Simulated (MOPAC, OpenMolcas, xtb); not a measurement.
**A ladder of methods for SiNH3 (SMILES [N][SiH3])**

The species is SiNH3 (5 atoms), meant as a triplet with charge 0. SMILES: `[N][SiH3]`. The coordinates come from a GFN2-xTB relaxation.

Each level gives the dipole moment (D). The values are calculated.

```tsv
level	kind	program	value (D)	CPU time
MNDO	semi-empirical	MOPAC	1.09	under 2 s
PM3	semi-empirical	MOPAC	2.18	under 2 s
PM7	semi-empirical	MOPAC	2.08	under 2 s
GFN1-xTB	semi-empirical	xtb	2.72	under 2 s
ROHF/STO-3G	Hartree–Fock	OpenMolcas	1.25	2.5 s
UHF/ANO-RCC-MB (DKH2)	Hartree–Fock	OpenMolcas	1.07	2.2 s
UHF/STO-3G	Hartree–Fock	OpenMolcas	1.27	1.8 s
USVWN5/STO-3G	LDA	OpenMolcas	1.49	5.3 s
UPBE/STO-3G	GGA	OpenMolcas	1.33	6.3 s
U-r2SCAN/STO-3G	meta-GGA	OpenMolcas	1.32	8.7 s
```

The values span 1.07 to 2.72 D. All rows use very small basis sets, so even the best lies far from the true value. Sets without polarisation functions give poor dipoles. CPU times are rough (shared hosts, several kinds of processor): they show what a rung costs within a factor of a few.

The dipole of triplet silylnitrene depends more on the family of method than on the treatment of the open shell. ROHF and UHF in STO-3G give 1.25 and 1.27 D, so spin polarisation hardly shifts the net charge distribution. In the same basis the density functionals lie somewhat higher, with LDA highest at 1.49 D. PM3, PM7 and GFN1-xTB give clearly larger values, but MNDO, at 1.09 D, breaks any simple division between semi-empirical and ab initio results.

The sensitivity has a plausible origin in the bonding. Nitrogen draws charge from silicon, and its lone pair along the axis adds to that polarity, while the hydridic Si–H bonds oppose it. The total is therefore a difference between competing terms, and modest changes in the Si–N and Si–H charge balance probably account for much of the spread. Agreement among the STO-3G rows suggests a shared description of this balance rather than convergence. The magnitudes alone do not establish whether the triplet lies below the singlet.
